Kapitza length and grain boundary limited conductivity: a self-study derivation

1. Premises and conventions

Heat flows along +x with flux q (W/m², positive from hot to cold). Conductivities k are in W/(m K), lengths in nm, and boundary resistances in m² K/GW = 10⁻⁹ m² K/W. In these units k × R is a length in nm, and a length in nm divided by R is a conductivity in W/(m K).

P1. Steady state, with no heat source inside the solid.
P2. Inside a grain, except in a thin zone next to a boundary, Fourier's law holds, q = −k0 dT/dx, with the conductivity k0 of the single crystal. In a cubic crystal such as Si, k0 is a scalar, so the orientation of a grain does not change it.
P3. Extrapolate the straight temperature profiles of two neighbouring grains to one dividing plane. The two extrapolated values differ by ΔT = T(left) − T(right), and

ΔT = R_K q_n   (1)

where q_n is the flux normal to the plane. This defines the boundary (Kapitza) resistance R_K per unit area.
P4. Linear response: k0 and R_K depend neither on q nor on position.
P5. Boundaries act independently: R_K does not depend on the distance to the next boundary.
P6. For now, boundaries are planes normal to x, a distance d apart, all with the same R_K. Section 5 lifts this premise.

Stop at each "Predict" and commit to an answer before reading on.

2. One period of the temperature profile

Predict: the temperature jumps at each boundary. Does the flux jump too?

It does not. By P1 energy conservation reads dq/dx = 0, and a boundary neither stores nor creates heat in steady state. One value of q holds in every grain and at every boundary. A common flux is what "in series" means.

With q and k0 constant, P2 integrates to a straight line, and the drop across one grain is q d/k0. By (1) the drop at one boundary is q R_K. The profile is a staircase with sloping treads.

Predict: in a long row of grains of size d, each grain has two faces. Does the repeat unit contain one R_K or two?

One. Each boundary is shared by two grains, so a period of length d holds one grain and one boundary:

ΔT_period = q (d/k0 + R_K)   (2)

Define the effective conductivity as that of a uniform solid that carries the same flux under the same mean gradient, q = k_eff ΔT_period/d. Insert (2) and cancel q:

1/k_eff = 1/k0 + R_K/d   (3)

Resistivities add, and the boundary term is the resistance of one boundary times the number of boundaries per unit length, 1/d.

3. The Kapitza length

Multiply (3) by k0. The combination k0 R_K has the unit of length. Define

L_K = k0 R_K   (4)

and invert:

k_eff = k0/(1 + L_K/d)   (5)

Predict: what thickness of perfect crystal has the same thermal resistance as one boundary?

A slab of thickness s has resistance s/k0, and s/k0 = R_K gives s = L_K. A boundary acts as if a thickness L_K of crystal had been inserted without taking up room, so a period of length d conducts like a length d + L_K, and k_eff/k0 = d/(d + L_K). The same length can be read off the profile: continue the straight line of the left grain beyond the boundary, and it needs a further distance ΔT/|dT/dx| = R_K q/(q/k0) = L_K to fall by the jump. The share of the total drop that occurs at boundaries is L_K/(d + L_K).

Predict the two limits of (5), and the grain size at which k_eff = k0/2.

For d ≫ L_K, k_eff ≈ k0 (1 − L_K/d). At d = L_K the conductivity is halved. For d ≪ L_K, k_eff ≈ (d/R_K)(1 − d/L_K): k0 drops out at leading order and the conductivity is boundary limited. Since both terms of (3) are positive, k_eff lies below both k0 and d/R_K.

Three refinements cost one line each.

Finite row. N grains have N − 1 internal boundaries, so the total resistance is N d/k0 + (N − 1) R_K, and k_N = k0/[1 + (1 − 1/N) L_K/d]. Contacts at the two ends add their own resistances.

Unequal grains and boundaries. The total resistance is Σ d_j/k0 + Σ R_j over the length Σ d_j. For a long row (3) holds with the arithmetic means of d_j and R_j. In one dimension the widths of the distributions do not enter.

Boundary of finite thickness. Let the core be a layer of thickness δ and conductivity k_b within the period d. The resistance is (d − δ)/k0 + δ/k_b = d/k0 + (δ/k_b − δ/k0). This is (2) with R_K = δ/k_b − δ/k0. Because P3 extrapolates to a single plane, R_K is an excess quantity, and (5) needs no thickness correction if d is the repeat distance.

4. The two-material stack

Take alternating layers of thickness d1 and d2 and conductivity k1 and k2, with heat flowing across the layers. The period is p = d1 + d2.

Predict: how many interfaces per period now?

Two: 1→2 and 2→1. The argument of section 2 gives the drop q (d1/k1 + R_a + d2/k2 + R_b). In linear response a given interface has the same resistance for either direction of flow, since (1) is odd in q. But the interface made by growing 1 on 2 may differ in structure from that made by growing 2 on 1, so R_a and R_b can differ. Only their sum enters, and R_K now stands for (R_a + R_b)/2:

k_eff = (d1 + d2)/(d1/k1 + d2/k2 + 2 R_K)   (6)

Test it: k1 = k2 = k0 and d1 = d2 = d give 2d/(2d/k0 + 2R_K), which is (5). Now fix the thickness fractions f1 = d1/p and f2 = d2/p and define 1/k∞ = f1/k1 + f2/k2, the value without interfaces. Then 1/k_eff = 1/k∞ + 2R_K/p, so that

k_eff < p/(2 R_K)   (7)

with the ceiling approached when p ≪ 2 k∞ R_K. A period of 10 nm with an illustrative R_K = 1.0 m² K/GW cannot exceed 5.0 W/(m K) in this model, whatever the layers are made of.

Predict: for unlike materials, does R_K depend on where the dividing plane is put?

Yes. Move the plane a distance s into material 2. Then d1 grows by s and d2 shrinks by s, and since the total resistance is physical and fixed, the resistance of that interface changes by s (1/k2 − 1/k1). Thicknesses and R_K must refer to the same planes. For a grain boundary, k1 = k2 and the ambiguity vanishes.

Along the layers there is no normal flux, hence no jump, and the layers conduct in parallel: k∥ = f1 k1 + f2 k2, with no R_K under these premises.

5. Grains in three dimensions

Predict: cubes of edge d are stacked with one axis along x. Do the boundaries parallel to the flow matter?

Under P1 to P5 they do not. The uniform flux q along x has q_n = 0 on them, so (1) asks for no jump, and the staircase of section 2 solves the problem. Equation (5) is exact for aligned cubes.

For other shapes use the principle of least dissipation (Thomson's principle). Take a sample of volume V between two isothermal faces normal to x, with insulated sides. Call a flux field admissible if it has no divergence, a continuous normal component at boundaries, no flow through the sides and the prescribed mean flux q̄. Define

W[q] = ∫ |q|²/k0 dV + ∫ R_K q_n² dA   (8)

Write q = q* + δq, with q* the true field. The cross term is 2 [−∫ ∇T·δq dV + ∫ ΔT δq_n dA], because q*/k0 = −∇T in grains and R_K q*_n = ΔT on boundaries. With div δq = 0, ∇T·δq = div(T δq), and the divergence theorem turns the volume integral of each grain into a surface integral. At an internal boundary the two grains contribute (T_left − T_right) δq_n, which cancels the second integral. On the isothermal faces T is constant and δq carries no net heat. The cross term vanishes, so W[q] = W[q*] + W[δq] ≥ W[q*]. The same integration with q* in place of δq leaves the outer faces only: W[q*] is the heat current times the total temperature drop, which equals V q̄²/k_eff.

Predict: which trial field is simplest, and does it bound k_eff from above or below?

The uniform field q̄ along x is admissible. On a boundary element whose normal makes the angle θ with x, q_n = q̄ cos θ. Let S_V be the boundary area per volume, each boundary counted once. For isotropically distributed normals the mean of cos²θ is 1/3, and

1/k_eff ≤ 1/k0 + R_K S_V/3   (9)

This is (3) with d = 3/S_V, now as a lower bound on k_eff. For cubes S_V = 3/d, and the bound is attained. For any shape, q* departs from the uniform field at first order in R_K, so W[δq] is of second order and (9) is an equality to first order in R_K S_V.

This fixes the meaning of "grain size". A random line crosses S_V × mean|cos θ| = S_V/2 boundaries per unit length, so the mean linear intercept is ℓ = 2/S_V, and the d to use in (5) is 3ℓ/2.

6. What L_K is in terms of phonons

Premises P2 and P5 ask that the disturbed zone near a boundary be thin compared with d. To see how thick it is, take one group of phonons with heat capacity C per volume, group speed v and bulk mean free path Λ, so that k = C v Λ/3. Let a boundary transmit a fraction t of the incident energy, independent of angle and equal from both sides, and reflect the rest.

In the diffusive regime the energy per unit μ = cos θ is u/2 + b μ, with u the energy density. The net flux is q = v ∫ μ (u/2 + b μ) dμ over −1 to 1, which is 2vb/3. The one-way fluxes, from the two halves of the range, are J± = v u/4 ± v b/3 = v u/4 ± q/2.

Predict: the familiar estimate of the boundary conductance is t C v/4. What is wrong with it at t = 1?

It gives a finite resistance to a boundary that does not exist. The remedy is to keep the ± q/2. The net flux through the boundary is t times the difference between the flux arriving from the left, v u_L/4 + q/2, and the flux arriving from the right, v u_R/4 − q/2:

q = t [v (u_L − u_R)/4 + q]

With u_L − u_R = C ΔT, solve for ΔT/q:

R = 4 (1 − t)/(t C v),   L = k R = β Λ,   β = (4/3)(1 − t)/t   (10)

The form linear in μ is not exact within about Λ of the boundary, so the factor 4/3 is approximate, but the message is firm: unless t is near 0 or 1, the Kapitza length is of the order of the mean free path.

Predict: what does that imply for the regime d ≲ L_K, where (5) is most interesting?

There d ≲ Λ as well, and P2 is not satisfied. For a single group of phonons the formula survives nevertheless. Consider Λ → ∞ and two boundaries with transmissions t1, t2 and reflections r = 1 − t. Adding intensities over multiple reflections gives t12 = t1 t2 Σ (r1 r2)ⁿ = t1 t2/(1 − r1 r2), from which (1 − t12)/t12 = r1/t1 + r2/t2. The quantity (1 − t)/t is additive. For N boundaries with N(1 − t)/t ≫ 1, the total transmission is t/[N(1 − t)], the flux between reservoirs is (C v/4) ΔT_total t/[N(1 − t)], and the resistance per boundary is again the R of (10). So for one group, (5) has the correct form at d ≫ Λ and the correct limit d/R at d ≪ Λ, and it interpolates between them.

7. A spectrum of mean free paths

A real crystal has many groups i, each with k_i, with a boundary conductance G_i = 1/R_i and with L_i = k_i/G_i. Let k0 = Σ k_i and G = Σ G_i. Assume that the boundary scatters elastically, within a group. There are two extreme ways to wire the groups.

Shorted: all groups share one temperature on each side of each boundary. Then the conductances G_i add, R_K = 1/G, and (5) holds with L_K = k0/G.

Open: the groups exchange no energy, each sees its own staircase, and

k_open = Σ k_i/(1 + L_i/d)   (11)

Predict: which is larger?

Put a_i = k_i and b_i = G_i d, so that each term of (11) is a_i b_i/(a_i + b_i). This is the minimum over y of a_i y² + b_i (1 − y)², reached at y = b_i/(a_i + b_i), the fraction of the drop that falls inside the grain. In (11) each group takes its own best y. Forcing one common y can only raise the sum, and the minimum with a common y is AB/(A + B), with A = k0 and B = G d, which is (5). Hence k_open ≤ k0/(1 + L_K/d) with L_K = k0/G, with equality only if all L_i are the same.

In the crystal, anharmonic scattering links the groups over distances of order Λ_i. If each group is a Fourier conductor with its own temperature and the links are finite conductances, the result lies between the two wirings, because adding a conductance to a passive network cannot lower its total conductance (Rayleigh's monotonicity law). Groups with Λ_i ≫ d cross many boundaries between exchanges, and for them the open wiring is the apt one.

One consequence matters in practice. Define the apparent Kapitza length L_app = d (k0/k − 1), which (5) claims to be constant. For (11), L_app tends to k0/G, the k-weighted harmonic mean of the L_i, as d → 0, and to the k-weighted arithmetic mean Σ k_i L_i/k0 as d → ∞. A Kapitza length extracted at one grain size need not carry over to another.

8. Range of validity

Equations (3) to (7) are exact consequences of P1 to P6. They describe a real solid under these conditions.

(a) Diffusive grains: d, or d1 and d2, large compared with the mean free paths that carry most of the heat. Otherwise (5) with R_K = 1/G is an upper bound within the model of section 7, and k0 and R_K cannot both be kept as constants. The ceilings d/R_K and p/(2R_K) remain ceilings if R_K is the shorted value.
(b) Incoherent transport: spacing large compared with the phonon wavelengths, which at room temperature are typically one to a few nm for most thermally populated modes. In smooth superlattices with periods of that order, interference breaks P5 and (7) need not hold.
(c) Linear response: the drop over the region treated is small compared with T. Otherwise apply (3) locally with k0(T) and R_K(T).
(d) Geometry: d = 3/S_V for equiaxed grains, and (5) is then exact to first order in L_K/d and a lower bound beyond it within Fourier theory. For columnar grains, heat along the columns meets no jump. When Λ ≳ d, boundaries parallel to the flow also scatter phonons, an effect absent from (5) and (11) that lowers k.
(e) One kind of carrier, and a dense, single-phase solid. Pores, oxide at boundaries, dopants and dislocations change k0 or R_K and must be put into them. In heavily doped Si or in metals, electrons form a further group.

9. Numerical illustration: nanocrystalline Si with 100 nm grains

Fine-grained Si of this kind is the polysilicon of gates, resistors and thin-film channels. Inputs: k0 = 130 W/(m K), the compiled value listed by the Ioffe Institute, whose temperature is not stated and which is used here for room temperature; d = 100 nm in the sense d = 3/S_V; and R_K = 1.0 m² K/GW, an approximate value typical of clean high-angle boundaries in Si, taken as a given input.

Predict: is this solid closer to the bulk limit or to the boundary limit?

From (4), L_K = 130 × 1.0 = 130 nm and L_K/d = 1.3. From (5), the model gives k_eff = 130/2.3 = 56.5 W/(m K), against a ceiling d/R_K = 100 W/(m K). It is in the crossover. Per period, the grain contributes d/k0 = 0.77 m² K/GW and the boundary 1.0, a total of 1.77, and 57 % of the drop falls at boundaries. At q = 10 kW/cm² = 10⁸ W/m² the jump is 0.10 K and the drop across a grain 0.077 K, so (c) is well met per period.

The inputs matter more than the third digit. With R_K = 0.5 or 2.0 m² K/GW, L_K = 65 or 260 nm and k_eff = 79 or 36 W/(m K). If 100 nm were the linear intercept, d would be 150 nm and k_eff = 70 W/(m K). A row of only N = 10 grains gives 60 W/(m K), 6 % above the long row.

Now test condition (a). As an approximate picture of Si at room temperature, let k0 be spread uniformly in ln Λ between Λ1 = 20 nm and Λ2 = 20 µm, that is dk = k0 dΛ/(Λ ln r) with r = Λ2/Λ1 = 1000 and ln r = 6.908. The median is √(Λ1 Λ2) = 0.63 µm, and the fraction of k0 with Λ > 100 nm is ln(200)/ln r = 77 %. Condition (a) fails.

To size the effect, give all groups the same t, so L = βΛ, and read the input R_K as the shorted value 1/G, which is a choice of the model. Then 1/L_K = ∫ dΛ/(β Λ² ln r) = (1/Λ1 − 1/Λ2)/(β ln r). With 1/Λ1 − 1/Λ2 = 0.04995 nm⁻¹ the harmonic mean of Λ is 6.908/0.04995 = 138.3 nm, so β = 130/138.3 = 0.940, and (10) gives t = 1/(1 + 3β/4) = 0.59.

Predict: do the integral form of (11) yourself, using 1/[Λ(1 + βΛ/d)] = 1/Λ − β/(d + βΛ).

k_open/k0 = ln[ r (d + βΛ1)/(d + βΛ2) ]/ln r   (12)

Here βΛ1 = 18.8 nm and βΛ2 = 18.8 µm. For d = 100 nm the bracket is 6.286, its logarithm 1.838, the ratio 0.266, and k_open = 34.6 W/(m K), which is 0.61 of the value from (5). As a resistance per period this is 2.9 m² K/GW in place of 1.77. The neglected piece, 1.1 m² K/GW, is as large as R_K itself, so only two figures of any result here carry meaning, and the model's answer is a range.

d (nm) | eq. (5), W/(m K) | eq. (12), W/(m K) | L_app from (12), µm
30 | 24 | 18 | 0.19
100 | 57 | 35 | 0.28
300 | 91 | 53 | 0.44
1000 | 115 | 74 | 0.75

The apparent Kapitza length of the open wiring climbs from 0.13 µm at d → 0 toward β (Λ2 − Λ1)/ln r = 2.7 µm at d → ∞, although no property of the boundary has changed. For the larger grains more groups have Λ < d and exchange energy within a grain, so (12) is there the lower edge of the range and not an estimate.

Predict: a single value of k_eff is given. Can R_K be extracted from it?

Not uniquely. The value 34.6 W/(m K) at d = 100 nm is reproduced by (3) with k0 = 130 W/(m K) and R_K = 2.1 m² K/GW, and equally by R_K = 1.0 m² K/GW with a reduced conductivity of 53 W/(m K) inside the grain. Several grain sizes are needed, and a plot of 1/k_eff against 1/d is straight, with slope R_K and intercept 1/k0, only where condition (a) holds.

For 100 nm grains the model thus gives between about 35 and 57 W/(m K). As typical knowledge, dense undoped nanocrystalline Si of this grain size conducts roughly 20 to 35 W/(m K) at room temperature, so the plain series result with the bulk k0 is too high by about a factor of two, while the spectral result lies at the upper end of the typical range. Scattering at boundaries parallel to the flow, residual pores and boundary oxide would lower the model's values further, and better transmission of long-wavelength phonons would raise them.